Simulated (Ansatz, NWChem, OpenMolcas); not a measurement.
# A ladder of methods for CH5FOSn (SMILES [CH3][SnH]([OH])[F])

The species is CH5FOSn (9 atoms), meant as a singlet with charge 0. SMILES: `[CH3][SnH]([OH])[F]`. The shape is that of a PBE0-D4/def2-TZVP optimisation. This is one conformer, not always the lowest.

| atom | x (Å) | y (Å) | z (Å) |
| --- | --- | --- | --- |
| C | -0.3480 | 1.3209 | -0.1726 |
| Sn | -0.2712 | -0.7574 | 0.2376 |
| O | 1.5274 | -1.3464 | 0.7250 |
| F | -0.6132 | -1.5960 | -1.4646 |
| H | -1.3617 | 1.6034 | -0.4558 |
| H | -0.0436 | 1.8854 | 0.7085 |
| H | 0.3298 | 1.5391 | -0.9976 |
| H | -1.3087 | -1.4770 | 1.3718 |
| H | 2.1777 | -1.2184 | 0.0306 |

Each level gives the energy change with the Sn2–F4 bond stretched from 1.928 to 2.507 Å (eV). The values are calculated.

```tsv
level	kind	program	value (eV)
BLYP/def2-SVP (core potential) (restricted)	GGA	OpenMolcas	1.29
r2SCAN/def2-SVP (core potential) (restricted)	meta-GGA	OpenMolcas	1.57
B3LYP/def2-SVP (core potential) (restricted)	global hybrid	NWChem	1.53
PBE0/def2-SVP (core potential) (restricted)	global hybrid	Ansatz	1.63
wB97X/def2-SVP (core potential) (restricted)	range-separated hybrid	Ansatz	1.71
B2PLYP/def2-SVP (core potential) (restricted)	double hybrid	OpenMolcas	1.61
PBE-QIDH/def2-SVP (core potential) (restricted)	double hybrid	Ansatz	1.79
RPA@PBE/def2-SVP (core potential) (restricted)	RPA	Ansatz	1.49
MP2/def2-SVP (core potential) (restricted)	perturbation theory	NWChem	1.73
BCCD(T)/def2-SVP (core potential) (restricted)	coupled cluster or CI	Ansatz	1.68
```

The first shape isn't each level's own minimum. The values span 1.29 to 1.79 eV. In the correlated wave-function rows the outer d shell of Sn is correlated, in sets not made for it.

Stretching the Sn–F bond is costly at every level, as expected for a strong, polar bond between an electropositive tin(IV) centre and fluorine. The stretch reduces both the electrostatic attraction and the overlap of the fluorine 2p orbitals with the tin 5s and 5p orbitals. BLYP gives by far the softest bond, at 1.29 eV, and PBE-QIDH the stiffest, at 1.79 eV. From BLYP through B3LYP to B2PLYP the cost rises steadily, probably because exact exchange reduces an overstabilisation of the stretched, partly charge-separated density. The exact-exchange fraction alone doesn't order the whole table, however: r2SCAN, which has none, lies above B3LYP. PBE0, wB97X and MP2 all fall close to the coupled-cluster value of 1.68 eV, whereas RPA lies clearly below it. Closeness to that value doesn't rise steadily with formal rank, since PBE0 comes nearer than either double hybrid. Because the bond is only partly stretched, these energies don't establish a dissociation energy or a preference for radical over ionic fragments.
